Boron phosphide (BP, F-43m) by the methods named, without spin polarisation or spin-orbit coupling. Gaps are for the r2SCAN-relaxed cell, volumes from each method's own relaxation or energy curve, moduli at fixed cell shape. The k mesh is 4×4×4 for coarse PBE, 10×10×10 for PBE and r2SCAN, and 6×6×6 for sz-orbitals; 64-atom rows use periodic clusters of cells.

```
               name                 kind  band gap (eV)  volume per atom (Å³)  bulk modulus (GPa)  atoms computed
PBE coarse-settings  low cutoff and mesh          1.216                   n/a                 n/a               2
                PBE            semilocal          1.238                11.762              162.00               2
    GFN1-xTB tblite        tight binding          2.047                12.016              165.40              64
             r2SCAN            semilocal          1.410                11.671              169.40               2
    PBE sz-orbitals          small basis          3.003                   n/a                 n/a               2
            GLLB-SC      model potential          1.837                   n/a                 n/a               2
    GFN2-xTB tblite        tight binding          1.811                11.984              156.80              64
            PBE SZV          small basis          4.200                12.724              155.00               2
                PM7       semi-empirical          6.908                   n/a                 n/a              64
           PBE DZVP          small basis          1.296                11.792              160.70               2
                PM6       semi-empirical          7.523                   n/a                 n/a              64
```

One crystal, a sixfold spread

Boron phosphide is a semiconductor in which each boron atom has four phosphorus neighbours and each phosphorus atom four boron neighbours. The band gap is the energy between the highest filled and the lowest empty electron state. Across the table it grows about sixfold from the smallest to the largest value. Six rows also list the volume and the bulk modulus, which measures resistance to compression. Among them these two differ by roughly a tenth at most, while the gap still more than triples. A cause of the spread in these rows must therefore act strongly on the gap and weakly on the bonding.

The tempting answer: a swollen crystal

The volumes seem to offer that cause. Over the six rows that have both quantities, gap and volume correlate at 0.99. A straight line fitted to five of them, with PBE SZV left out, gives 3.4 eV for that row, against the computed 4.2 eV. It would be easy to conclude that a method which makes the crystal too large thereby opens its gap.

The calculation rules this out, because every gap was computed on the same cell, the one relaxed with r2SCAN. The volume in the table is what each method would choose if it were free to do so, and it never enters that method's gap. The correlation itself comes from groups of rows: the two tight-binding methods lie higher in both quantities than PBE, r2SCAN and PBE DZVP, and PBE SZV lies higher still. Among the three lower rows the rule already fails, since r2SCAN has the smallest volume and the largest gap.

A better suspect: electron waves left out

The electron states of a crystal are waves, labelled by a wave vector k, and a calculation samples only some of them. In PBE the highest filled state lies at k = 0, called Γ, while the lowest empty state lies about five sixths of the way from Γ to a point called X. A coarse mesh steps over that minimum and reports too large a gap. The coarse PBE run shows the size of the error: its mesh alone gives 1.30 eV, and adding the point near the minimum brings the gap down to 1.22 eV.

The 64-atom clusters see only part of that mesh, so with PBE bands they would err by at least this 0.08 eV. The GFN2-xTB gap lies 0.57 eV above PBE and the PM7 gap 5.7 eV above it. Sampling may thus contribute to the tight-binding excess, whose own band minimum is unknown, but it is a poor candidate for the gap of PM7. For the small orbital bases there is a sharper test, which compares the gap at one and the same k.

The third answer: empty states described badly

PBE SZV and PBE DZVP use the same functional on the same cell. SZV gives each atom one function per valence orbital; DZVP gives two, together with polarisation functions that let the charge deform. This step removes 98% of the gap excess of SZV over plane-wave PBE. The small basis is therefore the source of nearly the whole excess in that row.

The reason lies in what a minimal basis is made for. For a fixed Hamiltonian, adding functions can only lower the approximate energy levels, counted from the bottom. Filled bonding states resemble sums of atomic valence orbitals, so they gain little. Empty antibonding states have more nodes and a different spread; they gain much, and the gap closes. In a self-consistent calculation the Hamiltonian changes as well, so the argument is a guide and not a theorem.

The same reasoning explains why the bonding suffers less. The total energy, and with it volume and stiffness, depends on the filled states. Relative to plane-wave PBE, SZV makes the volume 8% too large and the modulus 4% too small, while its gap is more than three times as large. Less is not little: 8% is a large volume error for a covalent crystal, and the close modulus is probably a cancellation, since a crystal swollen by that much is expected to soften far more than 4% unless the basis stiffens its bonds. Even so, a volume off by a few percent says nothing about the gap.

A rigid shift as a test

The simplest picture of a change in method is that it lifts all empty bands by the same amount. The direct gap, taken here at Γ, and the indirect gap, from Γ to the band minimum, must then rise equally:

indirect gap (new) = indirect gap (PBE) + direct gap (new) − direct gap (PBE)

For r2SCAN the direct gaps of the same runs give

1.24 + 3.60 − 3.41 = 1.43 eV

The computed gap is 1.41 eV. The miss of 0.02 eV is about a seventh of the rise of 0.17 eV, so at the two points compared, going from PBE to r2SCAN acts roughly as a rigid shift. No constant was adjusted for this estimate. For PBE sz-orbitals, the other minimal basis, it gives

1.24 + 4.18 − 3.41 = 2.01 eV

The computed gap is 3.00 eV, and the picture fails by 1 eV. The direct gap has risen although both its states lie at Γ, which sampling cannot explain. The rest of the excess arises because the empty band towards X is lifted far more than the one at Γ. The run evaluated X and the point of the PBE minimum and found both above its own minimum, which has moved back to two thirds of the way from Γ to X. At the PBE minimum the band has thus risen by at least 1.77 eV relative to the highest filled state, against 0.78 eV at Γ. A finer mesh could lower the 3.00 eV somewhat, but a smooth band is unlikely to hide a further drop of 1 eV between these points.

Standard tight-binding theory expects this uneven damage. In crystals of this structure, s and p valence orbitals alone tend to place the empty band near X too high, and mixing with d or excited s functions pulls it down. A similar compound whose lowest empty state lies near X should therefore be a risky case for a minimal basis. The printed analysis below compares both shifts and the fitted volume line.

Where the Hamiltonian matters more

PM6 and PM7 reach 7.5 and 6.9 eV for another well-known reason. They report orbital gaps of the Hartree-Fock type, in which the other electrons do not rearrange to screen an added electron or hole. In a solid that screening narrows the gap greatly. Their small basis may add to the error, and the table does not separate the two.

The measured gap is roughly 2 eV, a recalled figure. PBE falls well short of it, as semilocal functionals usually do, and GLLB-SC, whose potential is built to correct this, comes closer at 1.84 eV. GFN1-xTB comes closest at 2.05 eV, but its parameters were fitted to molecules, so the agreement is no sign that its bands are right.

What remains open is which part of the larger basis repairs the gap. DZVP adds a second function per valence orbital and polarisation functions in one step. A run on the same cell with polarisation functions but only one function per valence orbital would show how much comes from a new shape and how much from more room to spread. Either addition alone is expected to recover much of the gap, with both needed for all of it.

Output of the analysis:

```
Each method against PBE:
                  row  gap less PBE in eV  volume against PBE in percent  modulus against PBE in percent
  PBE coarse-settings              -0.022                            n/a                             n/a
                  PBE                   0                              0                               0
      GFN1-xTB tblite               0.809                          2.159                           2.099
               r2SCAN               0.172                        -0.7737                           4.568
      PBE sz-orbitals               1.765                            n/a                             n/a
              GLLB-SC               0.599                            n/a                             n/a
      GFN2-xTB tblite               0.573                          1.887                           -3.21
              PBE SZV               2.962                          8.179                          -4.321
                  PM7                5.67                            n/a                             n/a
             PBE DZVP               0.058                         0.2551                         -0.8025
                  PM6               6.285                            n/a                             n/a
Largest gap over smallest gap: 6.187
Correlation of gap with own volume, six rows: 0.9861
The same correlation without SZV: 0.8827
fit of gap on 5 rows (vol < volS): constant -23.19 +/- 7.6, coefficient of vol 2.089 +/- 0.64; rms 0.148, worst r2SCAN -0.213, leave-one-out rms 0.276
  rows outside the fit (model, value, miss): PBE SZV 3.397, 4.2, -0.803
Gap error from the 4x4x4 mesh alone in the coarse PBE run, eV: 0.08368
That error as percent of the GFN2 excess over PBE: 14.6
That error as percent of the PM7 excess over PBE: 1.476
Share of the SZV gap excess removed by DZVP, percent: 98.04
Rise of the direct gap from PBE to r2SCAN, eV: 0.1963
Rise of the direct gap from PBE to sz-orbitals, eV: 0.776
Departure from a rigid shift in r2SCAN, indirect less direct rise, eV: -0.02426
Departure from a rigid shift in sz-orbitals, indirect less direct rise, eV: 0.989
```
